**Hand estimate of g, A/g_I and B/Q for the 2p⁵ nl levels of Au⁶⁹⁺**

The table holds Landé factors and hyperfine factors A/g_I and B/Q for twelve excited levels of neon-like gold, from CI on Dirac orbitals in exchange-only KLI potentials with Breit and model QED terms, for point nuclear moments and without core polarisation. The program couples a 2p3/2 hole to an outer electron in jj coupling and takes the one-particle g, a and b from Dirac hydrogenic formulas with one screening constant fitted to A (σ = 4.17). The rule reproduces g to 0.025 rms (LS Landé factors: 0.168), A to 2.6% and B to 2.9% of the hole's quadrupole constant, while unfitted Slater screening is better for B (1.4%) and much worse for A (18%). A free fit of six one-particle dipole constants to eleven rows leaves 0.24%, so most of the error in A is radial. The worst level in g, 3d ³P° with J = 1, departs by +0.084, and its 3d5/2 partner of the same J departs by −0.079, close to the equal and opposite shift that mixing of the pair alone would give.

Levels of Au69+ (closed core 1s2) computed with radial Dirac CI 1: relativistic CI with zero-frequency Breit and model QED terms, on Dirac orbitals in exchange-only KLI potentials optimised for each configuration. The nucleus has an rms charge radius of 5.437 fm. Hyperfine factors are for point nuclear moments without core polarisation, with g_I = μ/(I μ_N).

## Script

```python
# Table: Lande g, A/g_I (MHz), B/Q (MHz/barn) of 2p5 nl levels of Au69+; radial Dirac CI 1, Dirac orbitals in
# exchange-only KLI potentials, Breit + model QED. Tested: jj coupling of a 2p3/2 hole and an outer electron with
# screened Dirac hydrogenic one-electron values (one screening constant), against LS g and Slater screening.
T = {
    'level_configuration': ['2s2 2p5 3s', '2s2 2p5 3s', '2s2 2p5 3p', '2s2 2p5 3p', '2s2 2p5 3p', '2s2 2p5 3p', '2s2 2p5 3p', '2s2 2p5 3d', '2s2 2p5 3d', '2s2 2p5 3d', '2s2 2p5 3d', '2s2 2p5 3d'],
    'level_term': ['3Po', '1Po', '3P', '3D', '3D', '1P', '3P', '3Po', '3Fo', '3Do', '3Fo', '1Do'],
    'level_j': ['2', '1', '1', '2', '3', '1', '2', '1', '3', '2', '4', '2'],
    'level_lande_g': [1.465, 1.123, 1.471, 1.13, 1.305, 1.294, 1.305, 1.121, 1.039, 1.047, 1.225, 1.186],
    'level_dipole_factor': [2926000, -911400, 526500, 1482000, 648100, 653700, 648200, 557000, 583000, 582900, 416700, 139700],  # MHz
    'level_quadrupole_factor': [-2016000, -994900, -999500, -2012000, -1417000, 552300, -1530, 736700, -1913000, -14910, -1892000, 1466000],  # MHz/barn
    'ls_weight': [100, 66, None, None, 100, 56, 67, 64, None, 54, 100, 48],  # %
}
import numpy as np
from scipy import constants as sc
from scipy.optimize import minimize_scalar, brentq
from sympy import Rational as R
from sympy.physics.quantum.cg import CG
Z = 79; rms = lambda x: np.sqrt(np.mean(np.square(x)))
C = sc.alpha**4*sc.m_e/sc.m_p*sc.m_e*sc.c**2/sc.h/1e6
Qc = sc.e**2/(4*np.pi*sc.epsilon_0)*1e-28/sc.physical_constants['Bohr radius'][0]**3/sc.h/1e6
def one(n, k, z, al=sc.alpha):
    x = z*al; gm = np.sqrt(k*k-x*x); N = np.hypot(n-abs(k)+gm, x); e = (n-abs(k)+gm)/N; j = abs(k)-.5
    r3 = 0 if abs(k) == 1 else 2*z**3*(3*k*e*(k*e-1)-gm*gm+1)/(N**3*gm*(gm*gm-1)*(4*gm*gm-1))
    return np.array([k*(k*e-.5)/(j*j+j), C*z**3*k*(2*k*e-1)/(N**3*gm*(4*gm*gm-1)*(j*j+j)), Qc*(2*j-1)/(2*j+2)*r3])
def wts(k, J):
    j1, j2 = R(3, 2), R(2*abs(k)-1, 2); q = lambda j, m: 0 if j < 1 else (3*m*m-j*(j+1))/(j*(2*j-1))
    p = [(CG(j1, m, j2, J-m, J, J).doit()**2, m) for m in [j1-i for i in range(4)] if abs(J-m) <= j2]
    return [float(sum(c*f(m) for c, m in p)) for f in (lambda m: m/J, lambda m: q(j1, m), lambda m: q(j2, J-m))]
K = [-1, -1, 1, 1, -2, -2, -2, 2, 2, 2, -3, -3]  # outer kappa, from the energy groups of the same run
nm = {-1: '3s', 1: '3p1/2', -2: '3p3/2', 2: '3d3/2', -3: '3d5/2'}; ks = list(nm)
J = [int(float(x)) for x in T['level_j']]; W = np.array([wts(k, j) for k, j in zip(K, J)])
g, A, B = (np.array(T[c], float) for c in ('level_lande_g', 'level_dipole_factor', 'level_quadrupole_factor'))
lab = [f"{nm[k]} {t} {j}" for k, t, j in zip(K, T['level_term'], J)]
def lev(k, w, zh, zo, al=sc.alpha):
    h, o = one(2, -2, zh, al), one(3, k, zo, al)
    return [w[0]*h[0]+(1-w[0])*o[0], w[0]*h[1]+(1-w[0])*o[1], -w[1]*h[2]+w[2]*o[2]]
mod = lambda zh, zo, al=sc.alpha: np.array([lev(k, w, zh, zo(k), al) for k, w in zip(K, W)]).T
s = minimize_scalar(lambda s: rms(mod(Z-s, lambda k: Z-s)[1]/A-1), bounds=(0, 12), method='bounded').x; ze = Z-s
gm, Am, Bm = mod(ze, lambda k: ze); gn, An, Bn = mod(ze, lambda k: ze, 1e-6)
gs, As, Bs = mod(Z-6*.35-2*.85, lambda k: Z-9 if k in (2, -3) else Z-7*.85-2)
LS = [((int(t[0])-1)/2, 'SPDF'.index(t[1])) for t in T['level_term']]
gl = np.array([1+(j*j+j+S*S+S-L*L-L)/(2*(j*j+j)) for (S, L), j in zip(LS, J)])
M = np.array([[w[0]]+[(1-w[0])*(k == q) for q in ks] for k, w in zip(K, W)]); u = np.arange(12) != 7
af = np.linalg.lstsq((M/A[:, None])[u], np.ones(11), rcond=None)[0]; ef = M@af/A-1
print(f"C = {C:.1f} MHz, e2/a0^3 = {Qc:.2f} MHz/barn, sigma fitted to A = {s:.2f}, Zeff = {ze:.2f}")
print("Table rounding: g 0.0005; A and B four figures, at most 0.05%")
print("orbital: g, a (1e3 MHz), b (1e3 MHz/barn), Dirac/nonrel a | free-fit a, its Zeff")
for (n, k, l), a in zip([(2, -2, '2p3/2')]+[(3, k, nm[k]) for k in ks], af):
    o = one(n, k, ze); zi = brentq(lambda z: one(n, k, z)[1]-a, 40, 100)
    print(f"{l}: {o[0]:.4f} {o[1]/1e3:.1f} {o[2]/1e3:.1f} {o[1]/one(n, k, ze, 1e-6)[1]:.3f} | {a/1e3:.1f} {zi:.1f}")
print("row: w_hole c_hole c_outer | g table, LS, jj nonrel, rule, table-rule")
for i in range(12):
    print(f"{lab[i]}: {W[i,0]:.3f} {W[i,1]:.3f} {W[i,2]:.3f} | {g[i]:.3f} {gl[i]:.3f} {gn[i]:.3f} {gm[i]:.3f} {g[i]-gm[i]:+.3f}")
bh = one(2, -2, ze)[2]
print("row: A rule (1e3 MHz), error % rule, Slater, free fit | B rule (1e3), error as % of hole b")
for i in range(12):
    print(f"{lab[i]}: {Am[i]/1e3:.0f} {100*(Am[i]/A[i]-1):+.1f} {100*(As[i]/A[i]-1):+.1f} {100*ef[i]:+.1f} | {Bm[i]/1e3:.0f} {100*(Bm[i]-B[i])/bh:+.1f}")
print(f"rms g error: LS {rms(gl-g):.3f}, jj nonrel {rms(gn-g):.3f}, rule {rms(gm-g):.3f}, Slater {rms(gs-g):.3f}; rule without {lab[7]} {rms((gm-g)[u]):.4f}")
print(f"rms A error %: rule {100*rms(Am/A-1):.1f}, Slater {100*rms(As/A-1):.1f}, nonrel {100*rms(An/A-1):.1f}, free fit on 11 rows {100*rms(ef[u]):.2f}")
print(f"rms B error, % of hole b: rule {100*rms(Bm-B)/bh:.1f}, Slater {100*rms(Bs-B)/bh:.1f}, nonrel {100*rms(Bn-B)/bh:.1f}")
print(f"worst rows of rule: g {lab[np.argmax(abs(gm-g))]}; A {lab[np.argmax(abs(Am/A-1))]}; B {lab[np.argmax(abs(Bm-B))]}")
ex = [('1Po', 1, 1.021366, -619572.2, -138705.4), ('3Do', 3, 1.215342, 338150.1, 571278.5)]  # same run, beyond the cut
d = []
for t, j, ge, Ae, Be in ex:
    w = wts(-3, j); m = lev(-3, w, ze, ze); d.append((ge-m[0], Ae-w[0]*af[0]-(1-w[0])*af[5]))
    print(f"beyond cut 3d5/2 {t} {j}: rule g {m[0]:.3f} (run {ge:.3f}), A error {100*(m[1]/Ae-1):+.1f}%, B {m[2]/1e3:.0f} (run {Be/1e3:.0f})")
print(f"3d J=1 pair, run minus pure jj: g {g[7]-gm[7]:+.3f} and {d[0][0]:+.3f}; A (1e3 MHz, free a) {-ef[7]*A[7]/1e3:+.1f} and {d[0][1]/1e3:+.1f}")
print(f"3d J=2 pair, run minus pure jj: g {g[9]-gm[9]:+.3f} and {g[11]-gm[11]:+.3f}")
print(f"0.4*e2*<r^-3> with the run's 2p moment 21531.31: {0.4*Qc*21531.31/1e3:.0f} (1e3 MHz/barn)")  # same run
big = abs(W[:, 1]) > 1e-9; pure = [i for i, x in enumerate(T['ls_weight']) if x is not None and float(x) == 100]
assert 0 < s < 9 and np.all(np.sign(Am) == np.sign(A))
assert np.all(np.sign(B[big]) == -np.sign(W[big, 1])) and np.all(abs(B[~big]) < 0.02*bh)
assert all(g[i] < gl[i] for i in pure) and rms(gm-g) < rms(gl-g)
assert (g[7]-gm[7])*d[0][0] < 0
```

It prints:

```
C = 190.8 MHz, e2/a0^3 = 234.96 MHz/barn, sigma fitted to A = 4.17, Zeff = 74.83
Table rounding: g 0.0005; A and B four figures, at most 0.05%
orbital: g, a (1e3 MHz), b (1e3 MHz/barn), Dirac/nonrel a | free-fit a, its Zeff
2p3/2: 1.2928 972.7 1944.4 1.095 | 1006.0 75.6
3s: 1.9760 8647.8 0.0 2.190 | 8676.7 74.9
3p1/2: 0.6426 2812.5 0.0 2.137 | 2922.6 75.4
3p3/2: 1.3152 300.8 616.7 1.143 | 293.9 74.3
3d3/2: 0.7819 178.8 124.9 1.132 | 159.9 72.3
3d5/2: 1.1828 70.2 147.9 1.038 | 61.0 71.5
row: w_hole c_hole c_outer | g table, LS, jj nonrel, rule, table-rule
3s 3Po 2: 0.750 1.000 0.000 | 1.465 1.500 1.500 1.464 +0.001
3s 1Po 1: 1.250 0.500 0.000 | 1.123 1.000 1.167 1.122 +0.001
3p1/2 3P 1: 1.250 0.500 0.000 | 1.471 1.500 1.500 1.455 +0.016
3p1/2 3D 2: 0.750 1.000 0.000 | 1.130 1.167 1.167 1.130 -0.000
3p3/2 3D 3: 0.500 1.000 1.000 | 1.305 1.333 1.333 1.304 +0.001
3p3/2 1P 1: 0.500 -0.400 -0.400 | 1.294 1.000 1.333 1.304 -0.010
3p3/2 3P 2: 0.500 0.000 0.000 | 1.305 1.500 1.333 1.304 +0.001
3d3/2 3Po 1: 0.500 -0.400 -0.400 | 1.121 1.500 1.067 1.037 +0.084
3d3/2 3Fo 3: 0.500 1.000 1.000 | 1.039 1.083 1.067 1.037 +0.002
3d3/2 3Do 2: 0.500 0.000 0.000 | 1.047 1.167 1.067 1.037 +0.010
3d5/2 3Fo 4: 0.375 1.000 1.000 | 1.225 1.250 1.250 1.224 +0.001
3d5/2 1Do 2: 0.083 -0.714 0.286 | 1.186 1.000 1.211 1.192 -0.006
row: A rule (1e3 MHz), error % rule, Slater, free fit | B rule (1e3), error as % of hole b
3s 3Po 2: 2892 -1.2 -17.1 -0.1 | -1944 +3.7
3s 1Po 1: -946 +3.8 -50.8 +0.0 | -972 +1.2
3p1/2 3P 1: 513 -2.6 +30.3 +0.1 | -972 +1.4
3p1/2 3D 2: 1433 -3.3 -12.9 +0.2 | -1944 +3.5
3p3/2 3D 3: 637 -1.7 -4.2 +0.3 | -1328 +4.6
3p3/2 1P 1: 637 -2.6 -5.0 -0.6 | 531 -1.1
3p3/2 3P 2: 637 -1.8 -4.2 +0.3 | 0 +0.1
3d3/2 3Po 1: 576 +3.4 +1.6 +4.7 | 728 -0.5
3d3/2 3Fo 3: 576 -1.2 -2.9 -0.0 | -1820 +4.8
3d3/2 3Do 2: 576 -1.2 -2.9 +0.0 | 0 +0.8
3d5/2 3Fo 4: 409 -1.9 -2.5 -0.3 | -1797 +4.9
3d5/2 1Do 2: 145 +4.1 -3.5 +0.1 | 1431 -1.8
rms g error: LS 0.168, jj nonrel 0.034, rule 0.025, Slater 0.025; rule without 3d3/2 3Po 1 0.0066
rms A error %: rule 2.6, Slater 18.4, nonrel 39.7, free fit on 11 rows 0.24
rms B error, % of hole b: rule 2.9, Slater 1.4, nonrel 13.2
worst rows of rule: g 3d3/2 3Po 1; A 3d5/2 1Do 2; B 3d5/2 3Fo 4
beyond cut 3d5/2 1Po 1: rule g 1.100 (run 1.021), A error -2.1%, B -153 (run -139)
beyond cut 3d5/2 3Do 3: rule g 1.215 (run 1.215), A error -1.4%, B 567 (run 571)
3d J=1 pair, run minus pure jj: g +0.084 and -0.079; A (1e3 MHz, free a) -25.9 and +28.1
3d J=2 pair, run minus pure jj: g +0.010 and -0.006
0.4*e2*<r^-3> with the run's 2p moment 21531.31: 2024 (1e3 MHz/barn)
```
